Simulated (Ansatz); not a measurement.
# From the elastic tensor of P to moduli and sound speeds

Method: DFT PBE, scalar-relativistic, plane waves, PAW in Ansatz. Settings: 420 eV plane-wave cutoff, Γ-centred 12×12×8 mesh, Gaussian smearing of 0.01 eV. No spin polarisation.

The structure is orthorhombic, space group Cmce (No. 64). Conventional cell: a = 3.310 Å, b = 11.301 Å, c = 4.565 Å, α = 90.00°, β = 90.00°, γ = 90.00°. P (site symmetry m) is surrounded by 3 P at 2.23 to 2.26 Å.

The crystal is built of layers and no dispersion correction was added, so the binding between them is poorly described, and with it their spacing and whatever depends on it.

Relaxed-ion constants (GPa, on the Cartesian axes of the calculation):
C11 = 177.6, C12 = 0.5, C13 = 31.7, C22 = 11.9, C23 = -4.7, C33 = 42.4, C44 = 0.3, C55 = 44.6, C66 = 5.1 GPa; the others vanish.

Density 2.410 g/cm³; 4 atoms in 85.37 Å³.

The values that follow are for a polycrystal of randomly turned grains, by Hill's mean where one number stands. In a crystal this anisotropic the Voigt and Reuss bounds lie far apart, so Hill's mean and the sound speeds and Debye temperature from it are rough.

| Property | Result |
| --- | --- |
| Bulk modulus, Voigt / Reuss / Hill | 31.9 / 7.6 / 19.7 GPa |
| Shear modulus, Voigt / Reuss / Hill | 23.6 / 1.3 / 12.5 GPa |
| Young's modulus | 31 GPa |
| Poisson ratio | 0.239 |
| Pugh ratio B/G | 1.58 |
| Universal anisotropy index | 88.78 |
| Longitudinal and transverse sound speeds | 3884 and 2274 m/s |
| Debye temperature from the mean sound speed | 271 K |

Cost: 1 run of about 38 core-minutes, on Intel Xeon Processor @ 2.50GHz (Skylake/Cascade Lake) (shared hosts).

The elastic constants are those of black phosphorus, with stiff puckered sheets that are weakly held together. Each atom uses three electrons for covalent bonds within its sheet and keeps a lone pair, so no covalent network resists compression along the stacking axis or sliding of the layers. Within the sheet, C11 far exceeds C33 because strain along the zigzag direction must deform strong bonds and their angles, whereas strain along the armchair direction can largely be taken up by folding or unfolding the pucker.

The stacking axis is clearly longer than known for this material and C22 is too small, as expected when interlayer attraction is missing. The very low Reuss shear modulus comes mainly from C44, the resistance to sliding along the armchair direction. At 0.3 GPa, this constant is too close to zero for its positive sign to be firm evidence of stability against such sliding. Nor does the Pugh ratio settle whether the material is brittle or ductile, since a layered crystal can fail by easy cleavage.
